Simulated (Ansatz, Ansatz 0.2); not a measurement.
# The ¹⁸¹Ta field gradient in TaAs: PBE with spin-orbit coupling and the sensitivity of η to the cell

## Experimental context

The reference is a zero-field ¹⁸¹Ta nuclear quadrupole resonance study of TaAs at 4.2 K, made on powdered single crystals grown by chemical transport ("Comparative $^{181}$Ta-NQR Study of Weyl Monopnictides TaAs and TaP: Relevance of Weyl Fermion Excitations" (2023, arXiv:2307.16009)). For a spin of 7/2 the ratios of the resonance lines fix the asymmetry η of the field gradient, and their positions then give the quadrupole frequency, 20.249 MHz. This converts to a coupling constant of 283.49 MHz. The sign of the coupling is not determined, so only its size is compared. The twofold site symmetry of Ta allows a non-zero η, and the measured 0.558 is far from axial.

| compared with | measured | source's wording or label | T (K) | method |
| --- | --- | --- | --- | --- |
| size of the quadrupolar coupling constant eQVzz/h of 181Ta at site Ta (MHz) | 283.49 | nu_Q = 20.249 MHz, so Cq = 2I(2I-1) nu_Q / 3 with I = 3.5 | 4.2 | 181Ta NQR |
| asymmetry of the field gradient at 181Ta at site Ta | 0.558 | – | 4.2 | 181Ta NQR |

Conditions are those given with the value in the passage it was taken from; "not stated" means there, and the paper may say more elsewhere.

## Aim and plan

I want the size of the ¹⁸¹Ta coupling and its asymmetry from the electronic ground state of the bulk crystal. The model is the four-atom primitive cell with the lattice constants of a computed database, which I have not held against a measured cell. The one internal freedom, the offset of the As sublattice against Ta along c, is relaxed.

I ask for 10 % in both quantities, which for η means a difference of about 0.06. The tabulated quadrupole moment of a heavy nucleus is uncertain by several per cent, and PAW data sets differ by several per cent at best, so a closer match in the coupling could not be credited to the functional. For η the quadrupole moment cancels, and 0.06 is still small enough to tell the observed shape of the gradient from an axial one. The atoms are static; at 4.2 K only zero-point motion is missing, which I expect to matter little for atoms this heavy.

I start with spin-orbit coupling included, then test the sampling and the PAW data, and set a scalar-relativistic result beside it for scale.

System: TaAs (tetragonal I4_1md), I4_1md; I4_1md (no. 109), 4 atoms in the primitive cell, conventional a, b, c = 3.444, 3.444, 11.74 A; cell of a computed database; structure from the Materials Project.

## 1. PBE with spin-orbit coupling, atoms relaxed

Ta 5d states lie at the Fermi level of this semimetal, and spin-orbit coupling rearranges just those bands, so I skip the scalar-relativistic treatment as a starting point. I also skip unrelaxed positions: a small error in the Ta–As offset changes the surroundings of Ta directly, and the gradient with them. PBE relaxes the atoms in the fixed cell first, and the field gradient follows with fully relativistic data. I expect a coupling within some ten per cent of experiment and am less sure of η.

**Run 1.** Ansatz 0.2: relaxation with PBE: atoms relaxed, 9x9x9 k mesh, PAW set soft_2.

Key lines of the input:
```
# cell (primitive): 6.3531 6.3531 6.3531 A, 148.55 148.55 45.07 deg
# sites: Ta 0.5000 1.0000 0.5000; As 0.0826 0.5826 0.5000
kpoints:
  mp_grid: { grid: [9, 9, 9] }
scf:
  occupations: { method: fermi_dirac, width: 0.05 }
hamiltonian:
  xc: pbe
relax:
  f_tol: 0.01
  max_steps: 90
output:
  forces: true
```

Command:
```
ansatz run input.yaml --threads 4 --pin off --max-ram 24576MiB --backend cpu --events-out ev --progress --plain --runs-dir out
```

Selected lines of the output:
```
relax step   1: F+E_penalty+E_count = -29578.94364798 eV  Δ(F+E_penalty+E_count) = +0.000e0 eV  max|allowed force component| = 2.221e-2 eV/Å  Δτ_max …
relax step   3: F+E_penalty+E_count = -29578.94368946 eV  Δ(F+E_penalty+E_count) = -1.808e-5 eV  max|allowed force component| = 1.135e-5 eV/Å  Δτ_max …
```

Converged; 6.9 s on 4 cores of Arm Neoverse V2, shared host.

**Run 2.** Ansatz 0.2: PAW field gradients, PBE, atoms relaxed with PBE in the database cell, 15x15x15 k mesh, 420 eV, Fermi-Dirac width 0.05 eV, with spin-orbit coupling on the fully relativistic files.

Key lines of the input:
```
# cell (primitive): 6.3531 6.3531 6.3531 A, 148.55 148.55 45.07 deg
# sites: Ta 0.5000 0.0000 0.5000; As 0.0826 0.5826 0.5000
kpoints:
  mp_grid: { grid: [15, 15, 15] }
scf:
  occupations: { method: fermi_dirac, width: 0.05 }
hamiltonian:
  xc: pbe
  pseudopotentials: { kind: paw_fr }
output:
  efg: { quadrupole_moments_barn: { Ta: 3.17, As: 0.311 } }
magnetization:
  noncollinear: true
  spin_orbit: true
```

Selected lines of the output:
```
atom 1 Ta V_zz = +3.413258 η = 0.7976 by run symmetry: allowed C_q = +261.6271 MHz
```

Converged; 61 s on the same hardware.

| quantity | run 1 | run 2 | measured |
| --- | --- | --- | --- |
| size of the quadrupolar coupling constant eQVzz/h of 181Ta at site Ta (MHz) | – | 261.63 | 283.49 |
| asymmetry of the field gradient at 181Ta at site Ta | – | 0.798 | 0.558 |
| edge a of the conventional cell that the run used (Å) | 3.444 | 3.444 |  |
| edge c of the conventional cell that the run used (Å) | 11.736 | 11.736 |  |

The coupling is 7.7 % below experiment and inside the target, but η comes out at 0.798 against 0.558, a miss by 0.24. The two belong to one tensor, so I don't count the coupling as a success on its own. For a traceless tensor the smallest component is (1 − η)/2 of the largest: about 10 % here, about 22 % in the measurement. The calculation therefore has the wrong shape of gradient at roughly the right size.

The relaxation began with forces of only about 0.02 eV/Å, so the database positions were already close to the PBE minimum in this cell.

## 2. Scalar-relativistic comparison, mesh and PAW data

Before I blame the functional I want to know how far η moves with the numerical settings. A semimetal has small Fermi pockets that a coarse mesh samples badly, and the smallest tensor component could suffer from it. I run PBE without spin-orbit coupling on the same mesh, then on a 26×26×26 mesh, and once more with the JTH data sets at a high cutoff. The first of these also shows what spin-orbit coupling contributes. The mesh and data-set tests hold strictly for the scalar-relativistic level only. I expect the mesh to matter little for the coupling, and the PAW data to shift it by several per cent.

**Run 3.** Ansatz 0.2: PAW field gradients, PBE, atoms relaxed with PBE in the database cell, 15x15x15 k mesh, 420 eV, Fermi-Dirac width 0.05 eV, PAW set soft_2.

Key lines of the input, as changed from run 2:
```diff
  hamiltonian:
-   pseudopotentials: { kind: paw_fr }
- magnetization:
-   noncollinear: true
-   spin_orbit: true
```

Command:
```
ansatz run input.yaml --threads 2 --pin off --max-ram 4096MiB --backend cpu --events-out ev --progress --plain --runs-dir out
```

Selected lines of the output:
```
atom 1 Ta V_zz = +3.020692 η = 0.9551 by run symmetry: allowed C_q = +231.5368 MHz
```

Converged; 29 s on 2 cores of AMD EPYC 7R43 64, shared host. Warnings: gradients_without_spin_orbit (in short: Electric field gradients are read without spin–orbit coupling, so gradients at and next to the affected atoms can shift by several per cent, up to a factor of two).

**Run 4.** Ansatz 0.2: PAW field gradients, PBE, atoms relaxed with PBE in the database cell, 26x26x26 k mesh, 420 eV, Fermi-Dirac width 0.05 eV, PAW set soft_2.

Key lines of the input, as changed from run 3:
```diff
  kpoints:
-   mp_grid: { grid: [15, 15, 15] }
+   mp_grid: { grid: [26, 26, 26] }
```

Selected lines of the output:
```
atom 1 Ta V_zz = +3.012218 η = 0.9690 by run symmetry: allowed C_q = +230.8873 MHz
```

Converged; 2 min on the same hardware. Warnings: gradients_without_spin_orbit.

**Run 5.** Ansatz 0.2: PAW field gradients, PBE, atoms relaxed with PBE in the database cell, 15x15x15 k mesh, 1350 eV, JTH files, Fermi-Dirac width 0.05 eV.

Key lines of the input, as changed from run 3:
```diff
  hamiltonian:
+   pseudopotentials: { kind: paw, source: jth }
```

Selected lines of the output:
```
Warning: basis.ecutrho_ratio 4 (ecutrho = 5400 eV, dense FFT grid 45×45×80): the grid does not resolve the core-correction charge of Ta (measure 0.12 e/Å^2.5); warned …
atom 1 Ta V_zz = -3.004227 η = 0.9181 by run symmetry: allowed C_q = -230.2748 MHz
```

Converged; 1.7 min on the same hardware. Warnings: gradients_without_spin_orbit; model_core_unresolved_on_the_dense_grid (in short: The dense FFT grid cannot resolve an atom's core-correction charge, so energy and forces depend on where atoms sit relative to the grid; try a finer exchange-correlation grid first); radial_quadrature_taken (in short: Reports which placement of Simpson's-rule panels on a dataset's radial mesh the run uses for its radial sums, and whether the dataset's own norm or duality checks confirm it).

| quantity | run 3 | run 4 | run 5 | measured |
| --- | --- | --- | --- | --- |
| size of the quadrupolar coupling constant eQVzz/h of 181Ta at site Ta (MHz) | 231.54 | 230.89 | 230.28 | 283.49 |
| asymmetry of the field gradient at 181Ta at site Ta | 0.955 | 0.969 | 0.918 | 0.558 |
| edge a of the conventional cell that the run used (Å) | 3.444 | 3.444 | 3.444 |  |
| edge c of the conventional cell that the run used (Å) | 11.736 | 11.736 | 11.736 |  |

Between run 3 and run 2 the coupling rises by 30 MHz and η falls from 0.955 to 0.798, both towards experiment. That step switches on spin-orbit coupling but also changes the PAW files, so the shift need not come from spin-orbit coupling alone. Given the warning about gradients without it, the scalar-relativistic runs serve only for comparison. The denser mesh changes the coupling by less than 1 MHz and η by 0.014, in the wrong direction to help.

The JTH result needs more care. Its coupling has nearly the same size but the opposite sign. Near η = 1 the two large components are almost equal and opposite, so a small change decides which one is called V_zz. The smallest component has gone from about −2 % of the largest to about +4 %. Followed through η = 1, that is a shift of about 0.13 in η, away from the measured shape if V_zz is positive. The JTH run also warns that its grid does not resolve the core-correction charge of Ta, so I can't put the whole shift down to the data set. A finer exchange-correlation grid was not tried. Whatever its cause, the shift is about half the miss in η of run 2, and the near-equal coupling sizes would have hidden it.

## 3. Cell relaxed, spin-orbit coupling kept

The structure is the next suspect. The database cell was never held against a measured one, and a gradient with two nearly cancelling components should react to the c/a ratio as well as to the Ta–As offset. I relax cell and atoms with PBE and repeat the field gradient with spin-orbit coupling, so that the check is made at the level I mean to judge. PBE usually gives cells slightly too large; which way η will go I can't say beforehand.

**Run 6.** Ansatz 0.2: relaxation with PBE: atoms and cell relaxed, 9x9x9 k mesh, PAW set soft_2.

Key lines of the input, as changed from run 1:
```diff
  relax:
+   cell: {}
  output:
+   write_density: true
+   write_potential: true
+   elf: true
+   volumetric_format: npy
```

Converged; 16 s on 4 cores of Arm Neoverse V2, shared host.

**Run 7.** Ansatz 0.2: PAW field gradients, PBE, atoms and cell relaxed with PBE, 15x15x15 k mesh, 420 eV, Fermi-Dirac width 0.05 eV, with spin-orbit coupling on the fully relativistic files.

Key lines of the input, as changed from run 2:
```diff
- # cell (primitive): 6.3531 6.3531 6.3531 A, 148.55 148.55 45.07 deg
- # sites: Ta 0.5000 0.0000 0.5000; As 0.0826 0.5826 0.5000
+ # cell (primitive): 6.3613 6.3613 6.3613 A, 148.42 148.42 45.27 deg
+ # sites: Ta 0.5002 0.0002 0.5000; As 0.0824 0.5824 0.5000
```

Selected lines of the output:
```
atom 1 Ta V_zz = +3.729156 η = 0.4148 by run symmetry: allowed C_q = +285.8407 MHz
```

Converged; 62 s on the same hardware.

| quantity | run 6 | run 7 | measured |
| --- | --- | --- | --- |
| size of the quadrupolar coupling constant eQVzz/h of 181Ta at site Ta (MHz) | – | 285.84 | 283.49 |
| asymmetry of the field gradient at 181Ta at site Ta | – | 0.415 | 0.558 |
| edge a of the conventional cell that the run used (Å) | 3.462 | 3.462 |  |
| edge c of the conventional cell that the run used (Å) | 11.743 | 11.743 |  |

Letting the cell relax lengthens a by 0.018 Å, about half a per cent, and c by only 0.007 Å. The gradient responds far out of proportion: η falls from 0.798 to 0.415 and the coupling rises by 24 MHz. The coupling is now within 1 % of experiment, but η has gone past the measured value and misses by 0.14, still more than twice what I allowed.

The measured η lies between the results for two cells that differ by less than PBE's usual error in a lattice constant. I can't take the close coupling as a confirmation of the PBE cell, since the same tensor has the wrong shape.

## 4. Scalar-relativistic PBE and r2SCAN, cells relaxed

Two things are left to settle about the relaxed cell. The same PBE calculation without spin-orbit coupling shows whether the strong response to the cell is there without it, and how large the spin-orbit shift is at this geometry. Beside it I set r2SCAN in its own relaxed cell, also scalar-relativistic, to see how far another functional with its own structure moves the tensor. I expect r2SCAN to give a somewhat smaller cell than PBE and, if the cell governs the result, a larger η than PBE at the same relativistic level.

**Run 8.** Ansatz 0.2: PAW field gradients, PBE, atoms and cell relaxed with PBE, 15x15x15 k mesh, 420 eV, Fermi-Dirac width 0.05 eV, PAW set soft_2.

Key lines of the input:
```
# cell (primitive): 6.3613 6.3613 6.3613 A, 148.42 148.42 45.27 deg
# sites: Ta 0.5002 0.0002 0.5000; As 0.0824 0.5824 0.5000
kpoints:
  mp_grid: { grid: [15, 15, 15] }
scf:
  occupations: { method: fermi_dirac, width: 0.05 }
hamiltonian:
  xc: pbe
output:
  efg: { quadrupole_moments_barn: { Ta: 3.17, As: 0.311 } }
```

Selected lines of the output:
```
atom 1 Ta V_zz = +3.329954 η = 0.5209 by run symmetry: allowed C_q = +255.2418 MHz
```

Converged; 28 s on 2 cores of AMD EPYC 7R43 64, shared host. Warnings: gradients_without_spin_orbit.

**Run 9.** Ansatz 0.2: relaxation with r2SCAN: atoms and cell relaxed, 9x9x9 k mesh, PAW set soft_2.

Key lines of the input, as changed from run 1:
```diff
  hamiltonian:
-   xc: pbe
+   xc: r2scan
  relax:
+   cell: {}
```

Converged; 79 s on the same hardware.

**Run 10.** Ansatz 0.2: PAW field gradients, r2SCAN, atoms and cell relaxed with r2SCAN, 15x15x15 k mesh, 500 eV, Fermi-Dirac width 0.05 eV, PAW set soft_2.

Key lines of the input:
```
# cell (primitive): 6.3476 6.3476 6.3476 A, 148.55 148.55 45.07 deg
# sites: Ta 0.5000 1.0000 0.5000; As 0.0826 0.5826 0.5000
kpoints:
  mp_grid: { grid: [15, 15, 15] }
scf:
  occupations: { method: fermi_dirac, width: 0.05 }
hamiltonian:
  xc: r2scan
output:
  efg: { quadrupole_moments_barn: { Ta: 3.17, As: 0.311 } }
```

Selected lines of the output:
```
atom 1 Ta V_zz = +2.821883 η = 0.9107 by run symmetry: allowed C_q = +216.2981 MHz
```

Converged; 64 s on the same hardware. Warnings: gradients_without_spin_orbit.

| quantity | run 8 | run 9 | run 10 | measured |
| --- | --- | --- | --- | --- |
| size of the quadrupolar coupling constant eQVzz/h of 181Ta at site Ta (MHz) | 255.24 | – | 216.30 | 283.49 |
| asymmetry of the field gradient at 181Ta at site Ta | 0.521 | – | 0.911 | 0.558 |
| edge a of the conventional cell that the run used (Å) | 3.462 | 3.441 | 3.441 |  |
| edge c of the conventional cell that the run used (Å) | 11.743 | 11.726 | 11.726 |  |

Without spin-orbit coupling the relaxed PBE cell gives η = 0.521, which is 0.04 from experiment, and a coupling just under 10 % too small. Taken literally this meets both targets, the coupling by a margin too thin to mean anything. I don't prefer it to the fuller calculation: going over to spin-orbit coupling and its PAW files adds 31 MHz and takes 0.11 off η in this cell, so the agreement in η depends on leaving out a contribution that belongs in a compound of so heavy an element.

The strong response to the structure does not need spin-orbit coupling. Between the database cell and the relaxed PBE cell, η falls by 0.43 without it and by 0.38 with it, while the coupling rises by 24 MHz either way.

r2SCAN gives the smaller cell and larger η I expected. Its cell has practically the same c/a as the database cell, and its η of 0.911 is close to the 0.955 of scalar-relativistic PBE there. This fits a tensor shape governed largely by the structure, though functional and cell changed together. The r2SCAN coupling is 24 % below experiment; spin-orbit coupling was not included at that level, and I don't carry the PBE shift over to it.

## Overview

| run | settings | size of the quadrupolar coupling constant eQVzz/h of 181Ta at site Ta (MHz) | deviation | asymmetry of the field gradient at 181Ta at site Ta | deviation | cost |
| --- | --- | --- | --- | --- | --- | --- |
| 1 | relaxation with PBE: atoms relaxed, 9x9x9 k mesh, PAW set soft_2 | – |  | – |  | under 1 core-min |
| 2 | PAW field gradients, with spin-orbit coupling on the fully relativistic files | 261.63 | −21.86 (−7.7 %) | 0.798 | +0.240 (+43.0 %) | 4.1 core-min |
| 3 | PAW field gradients, PBE, atoms relaxed with PBE in the database cell, 15x15x15 k mesh, 420 eV, PAW set soft_2 | 231.54 | −51.95 (−18.3 %) | 0.955 | +0.397 (+71.1 %) | under 1 core-min |
| 4 | PAW field gradients, PBE, atoms relaxed with PBE in the database cell, 26x26x26 k mesh, 420 eV, PAW set soft_2 | 230.89 | −52.60 (−18.6 %) | 0.969 | +0.411 (+73.7 %) | 4 core-min |
| 5 | PAW field gradients, PBE, atoms relaxed with PBE in the database cell, 15x15x15 k mesh, 1350 eV, JTH files | 230.28 | −53.22 (−18.8 %) | 0.918 | +0.360 (+64.5 %) | 3.4 core-min |
| 6 | relaxation with PBE: atoms and cell relaxed, 9x9x9 k mesh, PAW set soft_2 | – |  | – |  | 64 core-s |
| 7 | PAW field gradients, atoms and cell relaxed with PBE, 420 eV, with spin-orbit coupling on the fully relativistic files | 285.84 | +2.35 (+0.8 %) | 0.415 | −0.143 (−25.6 %) | 4.1 core-min |
| 8 | PAW field gradients, PBE, atoms and cell relaxed with PBE, 15x15x15 k mesh, 420 eV, PAW set soft_2 | 255.24 | −28.25 (−10.0 %) | 0.521 | −0.037 (−6.6 %) | under 1 core-min |
| 9 | relaxation with r2SCAN: atoms and cell relaxed, 9x9x9 k mesh, PAW set soft_2 | – |  | – |  | 2.6 core-min |
| 10 | PAW field gradients, r2SCAN, atoms and cell relaxed with r2SCAN, 15x15x15 k mesh, 500 eV, PAW set soft_2 | 216.30 | −67.19 (−23.7 %) | 0.911 | +0.353 (+63.3 %) | 2.1 core-min |
|  | measured | 283.49 |  | 0.558 |  |  |

## Assessment

PBE with spin-orbit coupling, in the cell relaxed with scalar-relativistic PBE, is the level I judge by, and it misses the target as a whole. The coupling is within 1 % of experiment, but η is 0.415 against 0.558, too low by 0.14 where I allowed about 0.06. The field-gradient run took 4.1 core-minutes.

Relaxing the cell mattered most: half a per cent in a took η from well above the measured value to well below it. The good coupling therefore doesn't validate the structure, and the several per cent of doubt in the quadrupole moment of Ta would forbid reading much into it anyway. Spin-orbit coupling, together with the change of PAW files that came with it, adds about 30 MHz in both cells and belongs in the calculation. Scalar-relativistic PBE in the relaxed cell meets both limits, the coupling only just, but I count that as chance, because it leaves this contribution out.

The leading suspect for the remaining error in η is the structure. The measured value lies between my results for the two cells, so an error in the PBE cell smaller than the difference between them could account for the miss. Whether it does is a conjecture until the gradient is computed with spin-orbit coupling in a measured low-temperature cell. The PAW data are the second suspect: the JTH test moved the tensor by an amount comparable to the miss, but its unresolved core-correction charge left the cause open. The denser mesh changed η by only 0.014, tested without spin-orbit coupling in the database cell. The relaxations themselves ran on a 9×9×9 mesh without spin-orbit coupling; how far either choice moves the cell, and η with it, was not examined here. Zero-point motion was not examined.

[Logs are printed without paths, hosts, clocks, repeated set-up lines and the standing remarks that a program may print on its own settings, such as how far it seeks lower states.]

[The runs shown are a pick from a larger set of finished runs; failed, doubtful and other runs were left out of it ahead of writing. So were measured values far from every level or from commonly accepted values, and agreement can look better than it is. Lines of input and output are excerpts and may be shortened.]
